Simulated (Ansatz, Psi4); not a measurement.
# Exact exchange and the electronic atomisation energy of BF

BF has 2 atoms, charge 0, and is taken as a singlet. SMILES: `[B]F`. Geometry: relaxed at PBE0-D4/def2-TZVP.

The electronic atomisation energy y, in eV, basis def2-TZVPPD; a is the functional's share of exact exchange. Programs: Ansatz 0.2.0, Psi4 1.11.

```
functional  program     a  y (eV)
      BLYP   Ansatz     0    7.91
      TPSS     Psi4     0    7.73
     B3LYP   Ansatz   0.2    7.79
      PBE0   Ansatz  0.25       ?
   r2SCAN0   Ansatz  0.25    7.55
     BHLYP   Ansatz   0.5    7.41
```

**Question.** Fit y = c + s·a to the known rows and predict PBE0.

**Answer.** 
1. Means of the 5 rows: a = 0.1900, y = 7.678.
2. Σ(Δa)² = 0.172, Σ(Δa·Δy) = -0.1436, so the slope is -0.1436/0.172 = -0.83488.
3. Intercept: 7.678 − (-0.83488) × 0.1900 = 7.837. The largest residual of the fit is 0.12.
4. PBE0: 7.837 + (-0.83488) × 0.25 = 7.63 eV.

The run gave 7.76 eV, so the prediction is off by -0.13 eV, about the largest residual. The rows mix families of semi-local functionals, which the line can't see.

The atomisation energy of BF generally falls as exact exchange is added, most clearly from BLYP through B3LYP to BHLYP. TPSS breaks the order, binding less strongly than B3LYP despite having no exact exchange. The general decline probably reflects the loss of the left-right correlation that semi-local exchange mimics in the bond. Exact exchange lacks this contribution, and the correlation functional doesn't fully restore it. The effect matters more in the molecule than in the separated atoms, so binding weakens. In BF, it acts on a strongly polar σ bond supplemented by π donation from fluorine lone pairs into the empty boron p orbitals.

PBE0 and r2SCAN0 share a = 0.25 yet give 7.76 and 7.55 eV, so no function of a alone can reproduce both. The fitted slope is therefore an average sensitivity across these functionals, not the isolated response of BF to exact exchange. Nor does the spread show which fraction is most accurate, since that would need an experimental or high-level correlated reference.
